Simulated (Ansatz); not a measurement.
# PtPb: pressure against volume per atom

Periodic Kohn-Sham DFT of a crystal at fixed atoms; pressure and stress are positive in compression; the energy is the free energy less that of spherical unpolarised free atoms; site moments are those in the method's own spheres, positive along +z. The results are calculated, by Ansatz 0.2.0.

Cell of the first row (space group P6_3/mmc, No. 194):
```
CELL_PARAMETERS angstrom
4.16320 0.00000 0.00000
-2.08160 3.60550 0.00000
0.00000 0.00000 5.34460
ATOMIC_POSITIONS crystal
Pt 0.33333 0.66667 0.25000
Pt 0.66667 0.33333 0.75000
Pb 0.00000 0.00000 0.00000
Pb 0.00000 0.00000 0.50000
```

Settings of every row: method all-electron PAW; functional LDA; relativity scalar; k mesh 10x10x7; filling fermi-dirac; smearing width 0.05 eV; nucleus gaussian.

Atom start moment: 0 on all atoms.

Limits: no spin-orbit coupling on heavy atoms.

| row | volume per atom (Å³) | pressure (GPa) |
| --- | --- | --- |
| 1 | 20.056 | 16.148 |
| 2 | 20.483 | 12.557 |
| 3 | 20.91 | 9.364 |
| 4 | 21.123 | 7.907 |
| 5 | 21.336 | 6.537 |
| 6 | 21.55 | ? |
| 7 | 21.763 | 4.044 |
| 8 | 22.19 | 1.853 |
| 9 | 22.617 | -0.068 |

Question: what pressure should row 6 give?

Worked fit of pressure. Take u = (V_r/V)^(2/3) − 1 with V_r = 21.23 Å³ an atom, which is twice the finite (Eulerian) strain; such expansions in the strain, on which the Birch-Murnaghan equation of state is built, carry the rest volume and the bulk modulus. The shown rows have u = 0.03865, 0.02417, 0.01018, 0.00337, -0.00331, -0.01639, -0.02905, -0.04131. Least squares give pressure = 7.21 + 204.585 × u + 689.43 × u² GPa; a straight line predicts inner rows, each left out in turn, worse (root mean square 0.35 against 0.0033 GPa). The rows lie off it by 0.001, -0.001, 0.000, 0.000, -0.003, 0.002, 0.004, -0.003. The pressure vanishes at u = -0.0409, or V = 22.6 Å³ an atom, and there the bulk modulus at fixed shape and fractions is B = −V dP/dV = (2/3)(1 + u) dP/du = 94.8 GPa. Letting shape and atoms relax would as a rule lower it, by much in layered, chain or molecular crystals. The withheld row has u = -0.00992, so the fit gives 7.21 + 204.585 × (-0.00992) + 689.43 × (-0.00992)² = 5.248 GPa.

The calculation gave 5.251 GPa. The fit lies 0.003 GPa (0.019 % of the column's range) below it; its largest miss of a shown row is 0.004 GPa.
